\section*{Stimulated echo: amplitude and diffusion weighting in a constant gradient}

The sequence $\alpha_1-\tau-\alpha_2-T-\alpha_3-\tau$ writes the position of each spin into a phase, stores part of that pattern as longitudinal magnetisation for a time $T$, and reads it out as an echo at $\tau$ after the third pulse. During $T$ the pattern decays with $T_1$ and by diffusion, not with $T_2$, which suits solids with $T_2\ll T_1$. Hahn described the echo in 1950 and Tanner applied it to diffusion in 1970. Here $\tau$ is the interval between pulses 1 and 2, and $T$ that between pulses 2 and 3.

\subsection*{Premises and conventions}

\begin{enumerate}
\item The spins have $I=1/2$ and $\gamma>0$, and their couplings are averaged by motion, so that a magnetisation density $\mathbf M(\mathbf r,t)$ with single-exponential $T_1$ and $T_2$ describes them.
\item The spin-bearing atoms diffuse freely with an isotropic self-diffusion coefficient $D$. There are no walls and no flow.
\item The static field along $z$ is $B_0+Gz$, with $G>0$ constant in space and time.
\item Pulses are instantaneous rotations, the same at every position.
\item The sequence starts from uniform equilibrium, $\mathbf M=M_0\hat{\mathbf z}$, and the coil detects the average of $M_+=M_x+iM_y$ over a slab of thickness $L$ along $z$.
\end{enumerate}
These premises give the Bloch--Torrey equation (Torrey, 1956),
\begin{equation}
\partial_t\mathbf M=\gamma\,\mathbf M\times\mathbf B-\frac{M_x\hat{\mathbf x}+M_y\hat{\mathbf y}}{T_2}-\frac{M_z-M_0}{T_1}\hat{\mathbf z}+D\nabla^2\mathbf M .
\label{bt}
\end{equation}
We work in the frame that rotates with the Larmor precession at $z=0$, at $\omega_0=\gamma B_0$. There $\mathbf B=Gz\,\hat{\mathbf z}$ between pulses. We write $M_-=M_+^*$, $s_j=\sin\alpha_j$, $c_j=\cos\alpha_j$.

\subsection*{Step 1: free evolution of a spatial harmonic}

With $\mathbf B$ along $z$, $(\mathbf M\times\mathbf B)_x=M_yB_z$, $(\mathbf M\times\mathbf B)_y=-M_xB_z$ and the $z$ component vanishes. Since $M_y-iM_x=-iM_+$, Eq.~\eqref{bt} separates into
\begin{align}
\partial_tM_+&=-i\gamma Gz\,M_+-M_+/T_2+D\,\partial_z^2M_+ ,\label{tr}\\
\partial_tM_z&=-(M_z-M_0)/T_1+D\,\partial_z^2M_z .\label{lo}
\end{align}
Nothing depends on $x$ or $y$, because neither the initial state nor the field does. Insert a helix $M_+=A(t)e^{-ik(t)z}$ into Eq.~\eqref{tr}. The left side is $(\dot A-i\dot kzA)e^{-ikz}$ and the right side is $(-i\gamma Gz-1/T_2-Dk^2)Ae^{-ikz}$. The terms proportional to $z$ and those independent of $z$ must match separately, so $\dot k=\gamma G$ and $\dot A=-(1/T_2+Dk^2)A$:
\begin{equation}
k(t)=k_0+\gamma Gt,\qquad A(t)=A(0)\exp\Big[-\frac{t}{T_2}-D\int_0^tk^2\,dt'\Big].
\label{hel}
\end{equation}
In Eq.~\eqref{lo} there is no precession term, so a harmonic $Z(t)e^{-ikz}$ keeps its $k$. The source $M_0/T_1$ is uniform and feeds only $k=0$. Hence
\begin{equation}
Z_k(t)=Z_k(0)\,e^{-t/T_1-Dk^2t}\ \ (k\neq0),\qquad Z_0(t)=M_0+[Z_0(0)-M_0]\,e^{-t/T_1}.
\label{lon}
\end{equation}
Both equations are linear, so every state of the sequence is a sum of such harmonics. The slab average of $e^{-ikz}$ over $|z|<L/2$ is $\sin(kL/2)/(kL/2)$. It equals 1 at $k=0$ and is bounded by $2/(|k|L)$. A transverse harmonic is therefore seen, as an echo, when its $k$ passes through zero.

\subsection*{Step 2: action of a pulse}

For a field $B_1\hat{\mathbf x}$ in the rotating frame, Eq.~\eqref{bt} gives $\dot M_x=0$, $\dot M_y=\omega_1M_z$, $\dot M_z=-\omega_1M_y$ with $\omega_1=\gamma B_1$. After a flip angle $\alpha=\omega_1t_p$,
\begin{equation}
M_x'=M_x,\quad M_y'=M_y\cos\alpha+M_z\sin\alpha,\quad M_z'=M_z\cos\alpha-M_y\sin\alpha .
\end{equation}
Substitute $M_x=(M_++M_-)/2$ and $M_y=(M_+-M_-)/2i$, and use $(1+\cos\alpha)/2=\cos^2(\alpha/2)$, $(1-\cos\alpha)/2=\sin^2(\alpha/2)$. For a field along $(\cos\phi,\sin\phi,0)$ the same relations hold in axes turned by $\phi$, in which $M_\pm$ is replaced by $e^{\mp i\phi}M_\pm$. The result is
\begin{align}
M_+'&=\cos^2\tfrac{\alpha}{2}\,M_++e^{2i\phi}\sin^2\tfrac{\alpha}{2}\,M_-+ie^{i\phi}\sin\alpha\,M_z ,\label{p1}\\
M_z'&=\cos\alpha\,M_z+\tfrac{i}{2}\sin\alpha\,\big(e^{-i\phi}M_+-e^{i\phi}M_-\big).\label{p2}
\end{align}
The coefficients do not depend on $z$. A pulse moves harmonics between $M_+$, $M_-$ and $M_z$, and the passage from $M_-$ to $M_+$ reverses the sign of $k$.

\subsection*{Step 3: the sequence}

\textbf{Pulse 1.} From equilibrium, $M_+=ie^{i\phi_1}s_1M_0$ and $M_z=c_1M_0$, both with $k=0$.

\textbf{First interval.} By Eq.~\eqref{hel}, $k=\gamma Gt$ reaches
\begin{equation}
q=\gamma G\tau ,
\end{equation}
and $\int_0^\tau(\gamma Gt)^2dt=q^2\tau/3$. Just before pulse 2,
\begin{equation}
M_+=ie^{i\phi_1}s_1M_0E_\tau\,e^{-iqz},\qquad E_\tau=e^{-\tau/T_2-Dq^2\tau/3},
\end{equation}
while $M_z=Z_1=M_0[1-(1-c_1)e^{-\tau/T_1}]$ is uniform.

\textbf{Pulse 2.} With $M_-=-ie^{-i\phi_1}s_1M_0E_\tau e^{+iqz}$, the bracket in Eq.~\eqref{p2} is $is_1M_0E_\tau\,[e^{-i\theta}+e^{i\theta}]$, where $\theta=qz-\phi_1+\phi_2$. Therefore
\begin{equation}
M_z=c_2Z_1-s_1s_2M_0E_\tau\cos\theta .
\end{equation}
For $\tau\to0$ and equal phases this is $M_0\cos(\alpha_1+\alpha_2)$, as two successive rotations require. The second term is a grating of wavelength $2\pi/q$. What pulse 2 leaves in the transverse plane is treated in Step 4.

\textbf{Storage interval.} By Eq.~\eqref{lon} the grating is multiplied by $E_T=e^{-T/T_1-Dq^2T}$ and the uniform part relaxes to $Z_2=M_0+(c_2Z_1-M_0)e^{-T/T_1}$. The gradient does not act on $M_z$, so $q$ is frozen, but diffusion keeps smoothing the grating. The magnetisation that recovers towards $M_0$ carries no modulation.

\textbf{Pulse 3.} The last term of Eq.~\eqref{p1} turns $M_z$ into
\begin{equation}
M_+=ie^{i\phi_3}s_3\Big[Z_2-\tfrac12s_1s_2M_0E_\tau E_T\big(e^{i\theta}+e^{-i\theta}\big)\Big].
\label{three}
\end{equation}
In the convention $e^{-ikz}$ the three terms have $k_0=0$, $-q$ and $+q$.

\textbf{Last interval.} With $t'$ counted from pulse 3, each $k$ grows as $k_0+\gamma Gt'$. Only the term $e^{i\theta}$, with $k_0=-q$, returns to $k=0$, and it does so at $t'=\tau$. Its diffusion integral is $\int_0^\tau(\gamma Gt'-q)^2dt'=q^2\tau/3$, so it gains a second factor $E_\tau$. Collecting the factors,
\begin{equation}
\langle M_+\rangle_{\rm echo}=-ie^{i(\phi_2+\phi_3-\phi_1)}\,\frac{M_0}{2}\,\sin\alpha_1\sin\alpha_2\sin\alpha_3\;e^{-2\tau/T_2-T/T_1}\,e^{-bD},
\label{res}
\end{equation}
\begin{equation}
b=\frac{q^2\tau}{3}+q^2T+\frac{q^2\tau}{3}=\gamma^2G^2\tau^2\Big(T+\frac{2\tau}{3}\Big).
\label{b}
\end{equation}
For three $90^\circ$ pulses the amplitude is $(M_0/2)\,e^{-2\tau/T_2-T/T_1}e^{-bD}$. With all phases zero the echo points along $-y$, opposite to the signal after pulse 1. The unit of $b$ is s\,m$^{-2}$.

The factor $1/2$ has a simple origin. A $90^\circ$ storage pulse keeps only the projection of the helix on the axis normal to $\mathbf B_1$, which is a cosine of full amplitude. A cosine is the sum of two helices of opposite sense and half amplitude, and the gradient unwinds one of them while it winds the other further. No choice of flip angles restores the lost half, since $|s_1s_2s_3|\le1$.

\subsection*{Step 4: the other signals}

Equation \eqref{res} is one term of the total signal. The other two terms of Eq.~\eqref{three} are a free induction decay of phase $\phi_3$, at $k=q$ when the echo forms, and an anti-echo of phase $\phi_1-\phi_2+\phi_3$, at $k=2q$. By Eq.~\eqref{p1}, pulse 2 also leaves three transverse harmonics, with $k_0=+q$, $-q$ and $0$ and phases $\phi_1$, $2\phi_2-\phi_1$ and $\phi_2$. The second forms a two-pulse echo at $\tau$ after pulse 2. At pulse 3 the three have $k/\gamma G=T+\tau$, $T-\tau$ and $T$. The $\sin^2(\alpha_3/2)$ term reverses these and gives, for $T>\tau$, echoes at $t'=T+\tau$, $T-\tau$ and $T$, with phases $2\phi_3-\phi_1$, $2\phi_3-2\phi_2+\phi_1$ and $2\phi_3-\phi_2$. The $\cos^2(\alpha_3/2)$ term passes the three harmonics on with $k$ and phase unchanged. All six carry at least $e^{-T/T_2}$. One of them coincides with the stimulated echo when $T=2\tau$ and another when $T=\tau$.

A four-step cycle in which $\phi_1$ and $\phi_2$ each take $0$ and $\pi$, with the receiver phase following $\phi_2-\phi_1$, cancels every term whose phase is not odd in both $\phi_1$ and $\phi_2$. Inspection of the list leaves the echo and the anti-echo. The anti-echo has the same prefactor and relaxation factor, a larger diffusion integral, and a slab average of at most $1/(qL)$, so $qL\gg1$ removes it.

\subsection*{Step 5: the same weighting from a random walk}

Along the echo pathway the grating term $e^{+i\theta}$ descends from $M_-$, so a spin with trajectory $z(t)$ contributes $e^{i\Phi}$ with
\begin{equation}
\Phi=\gamma G\Big[\int_0^\tau z\,dt-\int_{\tau+T}^{2\tau+T}z\,dt\Big]=\int\dot\kappa\,z\,dt=-\int\kappa\,\dot z\,dt .
\end{equation}
Here $\kappa(t)$ rises linearly from 0 to $q$, stays at $q$ during $T$ and falls linearly to 0. The boundary term of the partial integration vanishes because $\kappa$ is zero at both ends, which is the echo condition. Free diffusion has independent Gaussian increments with $\langle\dot z(t)\dot z(t')\rangle=2D\,\delta(t-t')$, so $\Phi$ is Gaussian with zero mean and $\langle\Phi^2\rangle=2D\int\kappa^2dt$. Then $\langle e^{i\Phi}\rangle=e^{-\langle\Phi^2\rangle/2}=e^{-bD}$ with
\begin{equation}
b=\int\kappa^2(t)\,dt ,
\label{gen}
\end{equation}
which for this $\kappa$ is Eq.~\eqref{b}. Equation \eqref{gen} holds for any gradient waveform. Two rectangular gradient pulses of length $\delta$, one in each $\tau$ interval, with leading edges $\Delta$ apart, give two ramps and a plateau of length $\Delta-\delta$ at height $\gamma G\delta$, so $b=\gamma^2G^2\delta^2[2\delta/3+\Delta-\delta]=\gamma^2G^2\delta^2(\Delta-\delta/3)$. The constant gradient is the case $\delta=\tau$, $\Delta=\tau+T$. For the Hahn echo $90^\circ-\tau_H-180^\circ-\tau_H$ the plateau is absent, $b=\tfrac23\gamma^2G^2\tau_H^3$, and the $\sin^2(\alpha/2)$ term of Eq.~\eqref{p1} gives the amplitude $M_0e^{-2\tau_H/T_2-bD}$.

\subsection*{Using the result}

At fixed $\tau$ the logarithm of the amplitude is linear in $T$ with slope $-(1/T_1+Dq^2)$. Slopes taken at several $\tau$ and plotted against $q^2$ give $D$ and $1/T_1$, and neither $T_2$ nor the prefactor enters. To choose the timing for a given $b$, put $C=b/(\gamma G)^2$, so that $T=C/\tau^2-2\tau/3$, and minimise $2\tau/T_2+T/T_1$. The derivative $2/T_2-2C/(\tau^3T_1)-2/(3T_1)$ vanishes at
\begin{equation}
\tau_{\rm opt}^3=\frac{C}{T_1/T_2-1/3}.
\label{opt}
\end{equation}

\subsection*{Range of validity}

\textbf{Bloch description.} Premise 1 needs motional narrowing, $M_2\tau_r^2\ll1$, where $M_2$ is the rigid-lattice second moment in s$^{-2}$ and $\tau_r$ the residence time on a site. In a rigid lattice the transverse decay is not exponential and the pulses create multi-spin order, which $\mathbf M$ does not describe.

\textbf{Continuum diffusion.} For uncorrelated hops of length $\ell$ on a simple cubic lattice, $D=\ell^2/(6\tau_r)$, and a grating along a cube axis decays at the rate $(2D/\ell^2)(1-\cos q\ell)=Dq^2[1-(q\ell)^2/12+\dots]$. One needs $q\ell\ll1$ and $T\gg\tau_r$. The label is the nuclear spin, so $D$ is the tracer coefficient and not the chemical one.

\textbf{Walls.} For reflecting grain surfaces with surface-to-volume ratio $S/V$, and $\tau\ll T$, the known short-time result is an apparent coefficient $D[1-(4/9\sqrt\pi)(S/V)\sqrt{DT}]$, quoted here without proof.

\textbf{Anisotropy.} In a uniaxial crystal $D$ becomes $\bar D+\Delta D(u^2-1/3)$, with $u$ the cosine of the angle between gradient and axis. Over a powder $u^2$ has mean $1/3$ and variance $4/45$, so the exponent is $-b\bar D+\tfrac{2}{45}(b\Delta D)^2+\dots$

\textbf{Internal gradients.} A susceptibility gradient $\mathbf g$, constant over the diffusion length, replaces $G^2$ by $|\mathbf G+\mathbf g|^2$. For random directions the mean is $G^2+g^2$, so the initial slope overstates $D$ by the fraction $g^2/G^2$.

\textbf{Finite pulses.} A gradient that stays on limits the excitation to offsets $|\gamma Gz|\lesssim\omega_1$, a slice with $L\approx2\omega_1/\gamma G$. The coefficients of Eqs.~\eqref{p1} and \eqref{p2} then depend on offset, and $\tfrac12s_1s_2s_3$ is exact only at the slice centre. The slice average that replaces it does not depend on $\tau$ or $T$ as long as $\sqrt{2DT}\ll L$, so the exponentials survive. Phase also accumulates during a pulse. To first order in the offset $\Omega$, $\dot M_x=\Omega M_y$ with $M_y=M_0\sin\omega_1t$ gives $M_x/M_y=(\Omega/\omega_1)\tan(\alpha/2)$, which for $90^\circ$ equals free precession for $2t_p/\pi$. The storage pulse adds the same time by symmetry. If $\tau$ is counted between pulse centres, the value to use in $q$ is $\tau+(4/\pi-1)t_p$.

\subsection*{Illustration: hydrogen in ZrH$_2$ at 700 K}

The hydrogen atoms fill the tetrahedral sites of a face-centred tetragonal Zr lattice. We treat these sites as simple cubic with $\ell\approx0.24$ nm. All material inputs are approximate and were chosen to represent typical behaviour of a slightly hydrogen-deficient dihydride: $D=2\times10^{-13}$ m$^2$\,s$^{-1}$, $T_1=0.4$ s (set mainly by the conduction electrons), $T_2=2$ ms, resistivity $\rho=0.7\times10^{-6}$ $\Omega$\,m, volume susceptibility $\chi=5\times10^{-5}$. The assumed experiment has $\gamma=2.675\times10^8$ s$^{-1}$T$^{-1}$, a stray-field position with $B_0=4.7$ T (200 MHz) and $G=60$ T\,m$^{-1}$, $90^\circ$ pulses of $t_p=2.5$ $\mu$s, spherical grains of diameter $d=20$ $\mu$m, $\tau=0.40$ ms and $T=120$ ms.

\textbf{Narrowing.} The residence time is $\tau_r=\ell^2/6D=48$ ns, without a correlation factor. Van Vleck's powder formula for like spins $1/2$ on a full lattice is $M_2=\tfrac{9}{20}(\mu_0\gamma^2\hbar/4\pi)^2\sum_jr_j^{-6}$. With $\sum_jr_j^{-6}=8.4\,\ell^{-6}$ it gives $M_2=1.13\times10^{10}$ s$^{-2}$, so $M_2\tau_r^2=2.6\times10^{-5}$. The order-of-magnitude rule $T_2\sim1/(M_2\tau_r)=1.8$ ms, good to a factor of a few, was used to choose $T_2$.

\textbf{Echo.} One finds $\gamma G=1.605\times10^{10}$ s$^{-1}$m$^{-1}$ and $q=6.42\times10^6$ m$^{-1}$, a grating wavelength of 0.98 $\mu$m, against $\sqrt{2DT}=0.22$ $\mu$m. Equation \eqref{b} gives $b=4.96\times10^{12}$ s\,m$^{-2}$, of which the two $\tau$ intervals supply 0.22 per cent. Then $bD=0.991$ and $e^{-bD}=0.371$. The relaxation exponents are $2\tau/T_2=0.40$ and $T/T_1=0.30$, with $e^{-0.70}=0.497$. The model's echo is
\begin{equation}
|\langle M_+\rangle|/M_0=\tfrac12\times0.497\times0.371=0.092 ,
\end{equation}
with $M_0$ referring to spins at the slice centre. Pulses of $80^\circ$ would multiply this by 0.955. The decay rate in $T$ is made of $Dq^2=8.2$ s$^{-1}$ and $1/T_1=2.5$ s$^{-1}$. Equation \eqref{opt} gives $\tau_{\rm opt}=0.46$ ms, $T=91$ ms and a relaxation exponent of 0.69, so the timing is close to the best. A Hahn echo with the same $b$ needs $\tau_H=(3C/2)^{1/3}=3.07$ ms and has amplitude $0.017\,M_0$. For these inputs the stimulated echo is 5.3 times larger despite the factor $1/2$.

\textbf{Neglected terms.} The slice has $L=78$ $\mu$m. The decay after pulse 3 has $Z_2=0.26\,M_0$ and a slab factor of at most $2/(qL)$, which is 0.011 of the echo before phase cycling. The anti-echo is below 0.002 of it. Pathways transverse during $T$ carry $e^{-T/T_2}$ with $T/T_2=60$. The pulse-length shift of $\tau$ is 0.68 $\mu$s and raises $b$ by 0.3 per cent. The lattice term $(q\ell)^2/12$ is $2\times10^{-7}$. Transport of $M_z$ by spin flip-flops, of order $\ell^2/T_2=3\times10^{-17}$ m$^2$\,s$^{-1}$, is negligible against $D$. Walls, with $S/V=6/d$, lower the apparent $D$ by 1.2 per cent. An assumed $\Delta D=0.3\bar D$ changes the exponent by 0.004. The largest term is the internal gradient: its scale $\chi B_0/d=12$ T\,m$^{-1}$ gives $g^2/G^2=0.04$. Larger grains would reduce it and the wall term, but the skin depth $\sqrt{2\rho/\mu_0\omega_0}=30$ $\mu$m limits $d$. Together these terms fix $bD$ and the echo to a few per cent, so the amplitude is meaningful as about $0.09\,M_0$.

This number belongs to the model and not to the material. As typical knowledge, $D$ in ZrH$_x$ at 700 K is several $10^{-12}$ m$^2$\,s$^{-1}$ near $x=1.6$ and falls by more than an order of magnitude as the vacancies fill towards $x=2$, so the input is uncertain by a factor of a few for a given sample. With $D$ three times larger or smaller, $e^{-bD}$ becomes 0.051 or 0.72, and $T_2$ moves roughly in proportion to $D$. For the hydrogen-poor dihydride the model overstates $e^{-bD}$ by many orders of magnitude at this timing, and $\tau$ and $T$ must be shortened until $bD$ is again of order one.